### One vibration, frozen step by step

A vibration can be studied at rest. The atoms are shifted along its pattern by a chosen amount, and the energy, the restoring force and the pressure are computed at each step. Here the crystal is AlCu₃, treated by density functional theory with a gradient-corrected functional. Two of the three Cu atoms in the cell move, while Al and the third Cu stay in place. The centre of mass must not move, so the two Cu atoms shift equally and in opposite directions.

If the energy rose exactly as the square of the shift, the well would be a parabola and one number would describe it. The question is how far the real well departs from that shape, and whether the known points are enough to forecast the two left open below.

AlCu₃ (D0₃ type, 4-atom cell; undisturbed crystal Fm-3m, cubic a = 5.767 Å) with one vibration frozen in at fixed cell, computed with Ansatz 0.2.0 by plane-wave PAW density functional theory (PBEsol, scalar-relativistic, no spin polarisation). Cutoff 420 eV, 14×14×14 k mesh, Gaussian smearing of 0.15 eV; energy changes are differences in free energy.

```tsv
amplitude (Å of the largest displacement)	energy change (meV a cell)	force along mode (eV/Å)	pressure (GPa)
-0.3	708.2	5.969	9.42
-0.15	?	?	?
0	?	?	?
0.0375	8.5	-0.453	0.18
0.075	34.3	-0.931	0.56
0.1125	78.9	-1.460	1.20
0.1875	235.2	-2.776	3.38
0.225	354.7	-3.628	4.97
0.2625	509.6	-4.671	6.96
```

The amplitude $u$ is the displacement of a moving Cu atom. The energy change $E$ is counted from the undisturbed cell, and the force along the mode $F$ is the negative slope of $E$ with respect to $u$. A positive pressure $P$ means that the cell, held at fixed size, would expand if it were allowed to. Shifting the atoms lowers the symmetry of the crystal.

### A well that stiffens

In every known row the energy lies above zero and the force points back towards the undisturbed position. Along this pattern the known points show a single well, with no sign of a second minimum.

The well is not a parabola, however. For a parabola, energy divided by squared amplitude would be constant. Instead it grows with the size of the shift, from 6.0 eV/Å² at 0.0375 Å to 7.4 eV/Å² at 0.2625 Å and 7.9 eV/Å² at −0.3 Å. Each further step outwards costs more than a spring of fixed stiffness would ask.

### Why the walls are steep

The geometry suggests a reason. A moving Cu atom sits at the centre of a cube whose eight corners, 2.50 Å away, are occupied by atoms that stay fixed. The atom moves parallel to a cube edge, towards the middle of one face. Beyond that face sits another moving Cu atom, which comes the opposite way. The two start 2.88 Å apart, each covers up to 0.3 Å, and 2.28 Å remains. At that shift this is the shortest contact in the crystal.

Other contacts become longer by a similar amount, so it may seem that gain and loss should cancel. They do not, because repulsion between atoms is strongly curved: it climbs faster when a contact shortens than it falls when a contact lengthens. The simplest picture is an atom midway between two walls, each at distance $d$, with a repulsive energy $\phi$ that depends on the distance to the wall:

$$
\phi(d-u)+\phi(d+u)-2\phi(d)=\phi''(d)\,u^2+\tfrac{1}{12}\phi''''(d)\,u^4+\dots
$$

The odd powers cancel because what one wall gains in them the other loses. The even powers add. For a repulsion that decays roughly exponentially with distance, all these even derivatives are positive, so the quartic term raises the energy above the parabola. Here the walls are the two Cu neighbours along the line of motion, and they move as well. Each of these contacts changes by $2u$, which multiplies the quadratic term by four but the quartic term by sixteen. The eight corner atoms are approached at a slant. They are expected to add much to the stiffness at the bottom of the well, but little to its growth with amplitude.

This picture also shows what would have to change for a double well. Attraction or a rearrangement of the electrons would have to favour the shifted position near the centre, making the quadratic term negative; the repulsive walls would then still close the well further out. In AlCu₃ the quadratic term is positive. How much of the stiffening comes from repulsion and how much from the response of the electrons is not resolved by the table, which holds only totals.

### What the pressure adds

The pressure grows along with the energy, and in a similar way: roughly as the square of the amplitude. Crowded contacts push the cell outwards, and they push harder than the stretched contacts pull it in.

The argument can be made quantitative. For small shifts the energy is $E=\tfrac12 K u^2$, where the stiffness $K$ depends on the cell volume $V$. Pressure is the negative derivative of energy with respect to volume, taken while all positions scale with the cell, so that $u$ also grows with the cell's length. This gives

$$
P-P_0=\frac{K u^2}{V}\left(\gamma-\frac13\right),\qquad \gamma=-\frac{\mathrm{d}\ln f}{\mathrm{d}\ln V},
$$

where $P_0$ is the pressure of the undisturbed cell, $f$ the frequency of the vibration and $\gamma$ its Grüneisen parameter. The third is there because of the scaling of $u$.

With the stiffness and the pressure curve fitted below, $\gamma$ comes out near 2.5. Compressing the crystal by one per cent in volume should therefore raise this frequency by about two and a half per cent. The sign fits the picture of repulsion: a smaller cell has shorter contacts from the outset, and so a stiffer well.

### Is the well the same on both sides?

One of the open rows has a negative amplitude, while nearly all known rows are positive. A forecast must therefore decide whether a shift and its reverse are equivalent. For motion along a cube edge, as here, they are: a quarter turn about the line of motion, combined with a reflection, leaves the crystal unchanged but reverses the shift. Motion along a body diagonal would be different, since the Cu atom then approaches Al in one direction and Cu in the other, and a cubic term could make the well lopsided.

The single known row on the negative side can therefore serve to test the fitted curve. A curve with second, fourth and sixth powers of $u$ was fitted by least squares to the six positive rows alone and continued to −0.3 Å. It falls short of the computed energy there by 1.1 meV, or 0.15 % of that energy. This row lies further out than any of those fitted, so the small shortfall is an error of extrapolation and not a sign of lopsidedness.

The forecast at −0.15 Å asks less of the curve, because its mirror image on the positive side lies between known rows.

### The forecasts

With equivalent sides, energy and pressure contain only even powers of the amplitude, and the force only odd ones. Three such curves were fitted by least squares to all seven known rows: second, fourth and sixth powers for the energy; first, third and fifth for the force; a constant, second and fourth for the pressure. The coefficients of the higher powers can partly replace one another, so only their sum carries meaning.

The energy at −0.15 Å shows how such a forecast is made. With $u$ in Å and the energy in eV, the fitted curve gives

$$
E=6.005\,(0.15)^2+18.55\,(0.15)^4+23.97\,(0.15)^6
$$

$$
E=0.1351+0.0094+0.0003=0.1448\ \text{eV}.
$$

The first term is the parabola, 135.1 meV. The other two add almost 10 meV, which is the price of the steep walls at this amplitude.

For −0.15 Å the forecasts are:

- energy change: 144.8 meV, within 0.5 meV, clearly above the parabola;
- force along the mode: +2.062 eV/Å, within 0.02 eV/Å, positive because it must push the atoms back towards zero;
- pressure: 2.13 GPa, within 0.04 GPa.

These ranges are wider than the typical error made when each known row is left out of the fit in turn. They can be narrow because 0.15 Å lies, in size, between two known amplitudes.

For zero amplitude, the energy change is zero by definition and the force is zero by symmetry, so neither tests the curves. The pressure does. Its fitted constant gives 0.06 GPa, within 0.03 GPa: slightly positive, as a remnant of the relaxation or of the settings.

The withheld rows as computed:

```tsv
amplitude (Å of the largest displacement)	energy change (meV a cell)	force along mode (eV/Å)	pressure (GPa)
-0.15	144.8	2.065	2.13
0	0.0	0.000	0.05
```

### What the hits mean

All the forecasts hold. At −0.15 Å the energy and the pressure agree with the fitted curves to the last printed digit, and the force differs by 0.003 eV/Å, about 0.15 % of its value. The computed energy lies 9.7 meV above the parabola of 135.1 meV. A forecast from the stiffness at the bottom of the well alone would thus have been about 7 % too low.

The success shows that the well is smooth enough to be described by a few powers of the amplitude. That its two sides are alike was already known from symmetry. The success does not prove that repulsion is the cause, because any smooth, even curve that stiffens in the same way would have done as well. The case for repulsion rests mainly on the shortened contacts. The rising pressure fits it but is weaker evidence, since even a perfect parabola would give such a rise if its stiffness grew enough on compression.

Energy and force also tell the same story. Integrating the fitted force from zero to −0.15 Å gives 144.9 meV, against the computed 144.8 meV. This shows that the two columns are consistent with each other; it is no independent check of the physics, since both come from the same calculations.

At zero amplitude the computed pressure is 0.05 GPa, within the forecast range. The difference from the fitted constant is no larger than the last printed digit and needs no explanation. The small pressure itself has no cause that the table could identify.

### How far the parabola serves

For small vibrations the parabola is a good description. Up to 0.075 Å, energy over squared amplitude stays within 2 % of its fitted value at the bottom of the well. The curvature there, 12.0 eV/Å², together with the mass of two Cu atoms, gives a frequency of about 4.8 THz.

At large shifts the parabola fails badly. At −0.3 Å the computed energy is 31 % above it, and the cell is under a pressure of 9.42 GPa. A cell free to expand would relieve part of that crowding and lower the energy, so the steep outer walls belong to a crystal held at fixed volume. They also belong to one pattern of motion: whether AlCu₃ resists other distortions, such as a shear of the whole lattice, has to be computed separately.
